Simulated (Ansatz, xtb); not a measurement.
## C4H6F3NSi: which of two isomers lies lower

We compare a, `C=C(/C=N\[SiH3])C(F)(F)F`, a singlet, with b, `FC(F)(F)/C=C\C=N\[SiH3]`, a singlet. Both are isolated molecules in the gas phase, relaxed with PBE-D3(BJ)/def2-SVP; the shapes shown needn't be the lowest conformers.

a (Å):

```xyz
15

C    -1.9896   -0.6504    1.0148
C    -1.0800   -0.8406    0.0381
C    -0.0154    0.1439   -0.3144
C    -1.1172   -2.0824   -0.8266
F    -2.0987   -2.9400   -0.4766
F    -1.3051   -1.7504   -2.1293
F     0.0602   -2.7493   -0.7525
N     0.5956    0.9512    0.4624
Si    0.5849    1.2206    2.1997
H    -2.7647   -1.4012    1.2255
H    -1.9980    0.2784    1.6055
H     0.2498    0.1477   -1.3996
H     1.9696    1.6376    2.5971
H    -0.3667    2.3567    2.4692
H     0.1719    0.0369    3.0469
```

b (Å):

```yaml
atoms:
  - { symbol: C, position_ang: [-2.0099, 0.3610, 0.5029] }
  - { symbol: C, position_ang: [-1.4372, 0.8590, -0.8009] }
  - { symbol: C, position_ang: [-0.1330, 1.1505, -1.0129] }
  - { symbol: C, position_ang: [0.9473, 1.0365, -0.0241] }
  - { symbol: F, position_ang: [-1.8091, 1.2404, 1.5179] }
  - { symbol: F, position_ang: [-1.4532, -0.8161, 0.8883] }
  - { symbol: F, position_ang: [-3.3413, 0.1647, 0.3916] }
  - { symbol: N, position_ang: [2.1540, 1.3438, -0.3450] }
  - { symbol: Si, position_ang: [3.5287, 1.2450, 0.7616] }
  - { symbol: H, position_ang: [-2.1770, 0.9765, -1.6070] }
  - { symbol: H, position_ang: [0.1882, 1.5091, -2.0045] }
  - { symbol: H, position_ang: [0.6532, 0.6755, 0.9924] }
  - { symbol: H, position_ang: [4.1341, 2.6161, 0.8588] }
  - { symbol: H, position_ang: [4.5351, 0.3097, 0.1549] }
  - { symbol: H, position_ang: [3.1483, 0.7575, 2.1426] }
```

Quicker runs give these differences E(b) − E(a): GFN2-xTB −0.3 kcal/mol; HF/STO-3G −3.8 kcal/mol (at GFN2-xTB geometries); r2SCAN-D4/def2-SVP −2.2 kcal/mol (at GFN2-xTB geometries).

Task: Estimate E(b) − E(a) at the level CCSD(T)/def2-SVP + ΔMP2/def2-TZVPP.

Result: Calculated at CCSD(T)/def2-SVP + ΔMP2/def2-TZVPP: E(b) − E(a) = −2.9 kcal/mol, so structure b lies lower.

How the difference moves with the method:

```csv
level,geometry,E(b) − E(a) (kcal/mol),departure from the last row (kcal/mol),"job, with rough time for the two"
GFN2-xTB,GFN2-xTB,−0.3,+2.5,"optimisation, 0.48 s"
HF/STO-3G,GFN2-xTB,−3.8,−1.0,"single point, 0.52 s"
r2SCAN-D4/def2-SVP,GFN2-xTB,−2.2,+0.7,"single point, 4.3 s"
PBE-D3(BJ)/def2-SVP,PBE-D3(BJ)/def2-SVP,−2.8,+0.1,"optimisation, 38 s"
HF/def2-SVP,PBE-D3(BJ)/def2-SVP,−3.7,−0.8,part of the CCSD(T) run
MP2/def2-SVP,PBE-D3(BJ)/def2-SVP,−2.6,+0.2,part of the CCSD(T) run
CCSD(T)/def2-SVP,PBE-D3(BJ)/def2-SVP,−2.6,+0.3,single point
CCSD(T)/def2-SVP + ΔMP2/def2-TZVPP,PBE-D3(BJ)/def2-SVP,−2.9,,"single point, 2.9 min"
```

As drawn, both hold the same kinds of bond in the same numbers.

GFN2-xTB finds them nearly level. The largest departure from CCSD(T)/def2-SVP + ΔMP2/def2-TZVPP is that of GFN2-xTB, 2.5 kcal/mol. The last row adds to CCSD(T) the change of the MP2 difference between the two basis sets, here −0.3 kcal/mol.

With thermal terms from frequencies at re-optimised GFN2-xTB minima (ideal gas, soft modes damped towards free rotors, one conformer each, 298.15 K, 1 atm): on the last row, ΔE + ΔZPE = −2.8, ΔH = −2.8, ΔG = −3.0 kcal/mol.

The correlated steps freeze 13 core orbitals. Programs: Ansatz 0.2.0, xtb 6.7.1; the last row on 4 threads of Arm Neoverse V1 on a shared host.

Every level places b lower, and the preference of −2.9 kcal/mol probably owes as much to the imine end as to the position of the CF3 group. In a, the C=N bond is Z, which pushes the silyl group towards the vinyl unit and twists the C=C–C=N chain out of plane, weakening conjugation. Isomer b has an E imine and a nearly planar s-trans azadiene, which evidently outweighs the cost of a CF3 group cis to the imine carbon, where only the small imine C–H faces the fluorines.

Correlation narrows the gap from −3.7 kcal/mol in HF to −2.6 kcal/mol in both MP2 and CCSD(T) with the same basis. This suggests that a, the more crowded isomer, gains more from medium-range dispersion between its silyl and vinyl groups.

The difference therefore isn't a clean measure of where CF3 prefers to sit on the alkene. N-silyl imines usually invert readily at nitrogen, and the E form of a could well narrow the gap or reverse the order.
